**Q:** The density of states of titanium starts as a low ramp, climbs unevenly, drops just below the Fermi level and shoots up just above it. Why is it not one smooth hump?

Density of states of hcp Ti (2 atoms per cell, a = 2.939, c = 4.650 Å), averaged over 0.2 eV bins, with energies from the Fermi level and Löwdin projections summed over both atoms. It was computed with Ansatz 0.2.0 (PAW, scalar-relativistic PBE, no spin polarisation), a 420 eV cutoff, 0.1 eV Gaussian smearing and 18×18×10 k points, then tetrahedra on a 27×27×15 mesh.

| energy (eV) | density of states total (states/eV/cell) | DOS Ti 3d (states/eV/cell) | DOS Ti 4s (states/eV/cell) |
| --- | --- | --- | --- |
| -6.75 | 0 | 0 | 0 |
| -6.55 | 0 | 0 | 0 |
| -6.35 | 0 | 0 | 0 |
| -6.15 | 0.02 | 0 | 0.02 |
| -5.95 | 0.08 | 0 | 0.07 |
| -5.75 | 0.12 | 0 | 0.10 |
| -5.55 | 0.15 | 0 | 0.13 |
| -5.35 | 0.18 | 0 | 0.15 |
| -5.15 | 0.21 | 0 | 0.18 |
| -4.95 | 0.24 | 0 | 0.20 |
| -4.75 | 0.26 | 0.01 | 0.22 |
| -4.55 | 0.3 | 0.01 | 0.26 |
| -4.35 | 0.33 | 0.02 | 0.28 |
| -4.15 | 0.36 | 0.03 | 0.30 |
| -3.95 | 0.41 | 0.04 | 0.33 |
| -3.75 | 0.46 | 0.06 | 0.36 |
| -3.55 | 0.52 | 0.09 | 0.40 |
| -3.35 | 0.6 | 0.14 | 0.43 |
| -3.15 | 0.71 | 0.2 | 0.47 |
| -2.95 | 0.88 | 0.33 | 0.52 |
| -2.75 | 1.35 | 0.71 | 0.60 |
| -2.55 | 1.87 | 1.19 | 0.63 |
| -2.35 | 1.87 | 1.28 | 0.54 |
| -2.15 | 2.12 | 1.59 | 0.47 |
| -1.95 | 2.37 | 1.92 | 0.38 |
| -1.75 | 3.13 | 2.76 | 0.28 |
| -1.55 | 2.41 | 2.15 | 0.16 |
| -1.35 | 2.17 | 1.96 | 0.10 |
| -1.15 | 2.52 | 2.27 | 0.12 |
| -0.95 | 3.21 | 2.85 | 0.16 |
| -0.75 | 4.04 | 3.54 | 0.21 |
| -0.55 | 3.48 | 3.12 | 0.14 |
| -0.35 | 1.51 | 1.37 | 0.05 |
| -0.15 | 1.58 | 1.42 | 0.05 |
| 0.05 | 2.16 | 1.94 | 0.07 |
| 0.25 | 4.43 | 4.08 | 0.14 |
| 0.45 | 4.28 | 3.93 | 0.14 |
| 0.65 | 4.11 | 3.71 | 0.16 |
| 0.85 | 4.9 | 4.41 | 0.20 |
| 1.05 | 5.44 | 4.96 | 0.19 |

**A:** The density of states counts the places for electrons in each eV, here for a cell of two atoms and for both spins together. Those places lie on bands, and a band is an energy that changes with the electron's wave vector. A steep band crosses an interval of energy quickly and leaves few states in it, while a flat band leaves many. The orbitals that form the bands set the general height of the curve, and the way the bands run through the crystal sets its peaks and valleys.

**Q:** Which orbitals make the low ramp?

**A:** Mostly 4s: up to −2.95 eV its column stays above that of 3d. The 4s orbitals are diffuse and overlap strongly with those of many neighbours, so their two places an atom are spread over many eV. Such electrons resemble free electrons in an empty box of the same volume. The likeness should hold roughly near the bottom of the band and fail once the compact 3d orbitals join in.

**Q:** Can you put a number on that likeness?

**A:** Yes, with no adjustable constant. In a box of volume $V$, wave vectors up to $k$ hold $Vk^3/3\pi^2$ electrons, both spins included. In atomic units the energy above the band bottom is $E=k^2/2$, so the density of states is

$$D(E)=\frac{V\sqrt{2E}}{\pi^2}.$$

The cell has $V = 2\times17.39$ Å³, or about 235 bohr³. The lowest level listed by the same calculation lies at −6.19 eV, so the row at −4.15 eV has $E = 2.04$ eV $= 0.075$ hartree. This gives

$$D=\frac{235\times\sqrt{0.150}}{9.87}\approx 9.2\ \text{per hartree}\approx 0.34\ \text{per eV}.$$

The table has 0.36. So close a match is partly luck, because the computed curve crosses the estimate not far below this row. At −5.15 eV the estimate is about 15 % above the table's value, and nearer the band bottom the relative misfit is larger still, so the real band is somewhat steeper there than that of free electrons. At −2.55 eV the table's value is four times the estimate, and the box has ceased to be a useful picture. The output printed after this exchange gives the other comparisons.

**Q:** What takes over at that point?

**A:** The 3d orbitals. They are compact and overlap less with their neighbours, so their ten places an atom are crowded into a narrower range of energy. Their share of the total grows from 28 % at −3.15 eV to 53 % at −2.75 eV, and is about 90 % from −1.55 eV up to the Fermi level. The exact shares depend on how the states are projected on atomic orbitals, but the change from 4s to 3d is far too large to hinge on that.

**Q:** If 3d is taking over, why does the total stall between −2.55 and −2.35 eV?

**A:** Because 3d pauses just as 4s begins to leave. Between these two rows 3d gains only 0.09 states per eV, against 0.48 in the step before and 0.31 in the step after, and 4s loses the same 0.09. In the next steps 4s goes on falling, but 3d gains enough to outweigh it. By −1.35 eV the 4s part has shrunk to about a sixth of its value at −2.55 eV.

Theory explains the loss of 4s by mixing. Where 4s and 3d states of the same symmetry would meet in energy, they combine and push each other apart, which moves 4s character down and up, out of the middle. The table alone cannot confirm this, because 4s states would form a ramp even without mixing, and the part pushed up would lie mostly above the last row. Some of the free-electron-like character is also expected to turn into 4p, for which the table has no column.

**Q:** And the separate peaks at −1.75 and −0.75 eV?

**A:** They are places where bands run flat. The same calculation lists the band energies at many wave vectors, and the levels at the first 20 of them were counted. Eleven levels fall into the 0.2 eV around the first peak, but only one into the equally wide range around the dip at −1.35 eV. Around the second peak one band stays within about 0.2 eV over more than half of these 20 points.

**Q:** Does the valley have the same cause?

**A:** The listed levels point that way. The band that is flat near the second peak climbs steeply through the valley on its way to higher energy, and so does the band below it. In three ranges of 0.4 eV each, below the valley, in it and above it, there are 13, 5 and 12 levels. The density of states follows the same pattern, and since it never falls to zero, the valley is not a gap.

Twenty wave vectors, each close to the next, are a small and one-sided sample of the crystal's bands, and its weakness shows at the upper edge. Only two of the twelve levels lie in the row at 0.25 eV, where the total has already jumped to 2.8 times its value at −0.15 eV. The states that make this step so abrupt must lie mostly at wave vectors outside these 20. The sample doesn't explain the slight sag at 0.65 eV either.

**Q:** I would have read the valley as the border between bonding and antibonding d states.

**A:** The electron count speaks against it. Such a border is expected near half filling, with about five 3d electrons an atom, but up to the Fermi level there are only about three. The valley is therefore expected to lie inside the lower, mainly bonding part of the d states. It reflects how the bands run in this hexagonal crystal, and no simple argument used here predicts its exact energy.

**Q:** Why does the Fermi level end up at the valley's upper edge?

**A:** It follows from filling the states from the bottom with titanium's four valence electrons an atom. The states below the valley take about 3.64 of them and the valley itself about 0.31. The last 0.05 or so spill onto the foot of the rise.

**Q:** Then I can take the row at 0.05 eV as the density of states at the Fermi level?

**A:** No, that row averages over part of the rise and gives 2.16. The same calculation gives 1.76 states per eV and cell at the Fermi level itself. That is still three times the free-electron estimate of 0.59, because the states there are mainly 3d.

**Q:** What would a few more electrons do, say from an alloying element?

**A:** If the bands kept their shape, the Fermi level would soon climb the step. The rest of the row at 0.05 eV spans 0.15 eV and holds at least $0.15\times2.16\approx0.32$ electrons a cell, or 0.16 an atom, because the curve rises through the row. In the next row the density of states is on average more than twice its present value at the Fermi level. A real alloying element also changes the bands, which this calculation doesn't test, so take this as a first guess at the direction.

Numerical output:

```
electrons in the cell up to the Fermi level, from the total: 8
3d electrons an atom up to the Fermi level: 2.955
4s electrons an atom up to the Fermi level: 0.8328
part of the occupied 4s weight in the bins up to -2.95 eV, %: 53.08
free-electron estimate at -5.15 eV, states/eV/cell: 0.2421
free-electron estimate at -4.15 eV, states/eV/cell: 0.3387
free-electron estimate at -2.55 eV, states/eV/cell: 0.4523
computed total over free-electron estimate at -2.55 eV: 4.135
free-electron estimate at the Fermi level, states/eV/cell: 0.5897
computed Fermi-level value over free-electron estimate: 2.986
3d share of the total at -3.15 eV, %: 28.17
3d share of the total at -2.75 eV, %: 52.59
3d share of the total at 0.05 eV, %: 89.81
change of 3d from -2.55 to -2.35 eV, states/eV/cell: 0.09
change of 4s from -2.55 to -2.35 eV, states/eV/cell: -0.09
4s at -2.55 eV over 4s at -1.35 eV: 6.3
part neither 3d nor 4s at -0.75 eV, states/eV/cell: 0.29
valence electrons an atom below the valley (up to -0.45 eV): 3.637
states in the cell from -0.85 to -0.45 eV: 1.504
states in the cell from -0.45 to -0.05 eV: 0.618
states in the cell from 0.15 to 0.55 eV: 1.742
listed levels from -0.85 to -0.45, -0.45 to -0.05 and 0.15 to 0.55 eV, written as 130512: 130512
listed levels from -1.85 to -1.65 eV (peak) less those from -1.45 to -1.25 eV (dip): 10
total at 0.25 eV over total at -0.15 eV: 2.804
```
